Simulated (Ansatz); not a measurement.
**Ligand exchange: GeH3Cl + Sn(CH3)(SH) → GeH3(SH) + Sn(CH3)Cl**

Gas-phase species: GeH3Cl (chlorogermane) `[Cl][GeH3]`, singlet; Sn(CH3)(SH), singlet; GeH3(SH), singlet; Sn(CH3)Cl, singlet. The partners trade Cl for SH: Ge–Cl and Sn–SH bonds give way to Ge–SH and Sn–Cl.

Shapes, held fixed at every level: PBE0-D4/def2-TZVP. Flexible molecules stand in one conformer, not always the lowest. Programs: Ansatz 0.2.0. The zero-point and thermal change to 298 K, harmonic and unscaled (PBE0-D4/def2-TZVP), is -0.7 kJ/mol.

**Question.** Estimate ΔH(298 K) of this reaction.

**Answer.** The highest level, CCSD(T)/def2-TZVPP, gives ΔH(298 K) = -2.4 kJ/mol; the levels span -5.2 to -0.8. That is about zero within the method's error. The column of differences is taken from that level and isn't an error. No measured value is set beside it here. For atoms past krypton def2 sets carry core potentials with scalar relativity. Relativity is left out for Ge. Outer-core shells of Ge, Sn are correlated, in sets that cover them unevenly. Times are processor times on shared x86 and Arm servers, and rough.

| level | kind | ΔH(298 K) (kJ/mol) | less CCSD(T)/def2-TZVPP | CPU time (sum over the molecules) |
| --- | --- | --- | --- | --- |
| PBE-D4/def2-TZVPP | GGA | -2.9 | -0.5 | 12 s |
| r2SCAN-D4/def2-TZVPP | meta-GGA | -3.4 | -1.0 | 22 s |
| B3LYP-D4/def2-TZVPP | global hybrid | -4.1 | -1.7 | 19 s |
| PBE0-D4/def2-TZVPP | global hybrid | -3.8 | -1.4 | 13 s |
| r2SCAN0-D4/def2-TZVPP | global hybrid | -4.0 | -1.6 | 24 s |
| wB97M-V/def2-TZVPP | range-separated hybrid | -5.2 | -2.8 | 50 s |
| MP2/def2-SVP | perturbation theory | -0.8 | +1.6 | – |
| CCSD(T)/def2-TZVPP | coupled cluster or CI | -2.4 | 0.0 | – |

The exchange is close to thermoneutral: every level puts it slightly downhill, but by too little to establish a real preference of chlorine for tin over germanium. The near-cancellation is expected, because one Ge–Cl and one Sn–S bond are replaced by one Ge–S and one Sn–Cl bond, with the oxidation states, Ge(IV) and Sn(II), unchanged. What remains is the difference between two chloride-versus-thiolate preferences, not the strength of any single bond.

Two effects probably oppose each other at tin. The more polar bonds of the electropositive Sn(II) centre favour the more electronegative chlorine, while sulfur is the better π donor into the formally empty 5p orbital of the stannylene. The energies alone can't separate these contributions. MP2 gives the least negative value, but its smaller basis means that this can't be assigned to its treatment of correlation. The result doesn't carry over to condensed phases, where simple stannylenes tend to associate through halide or thiolate bridges, which could easily outweigh so small a difference.
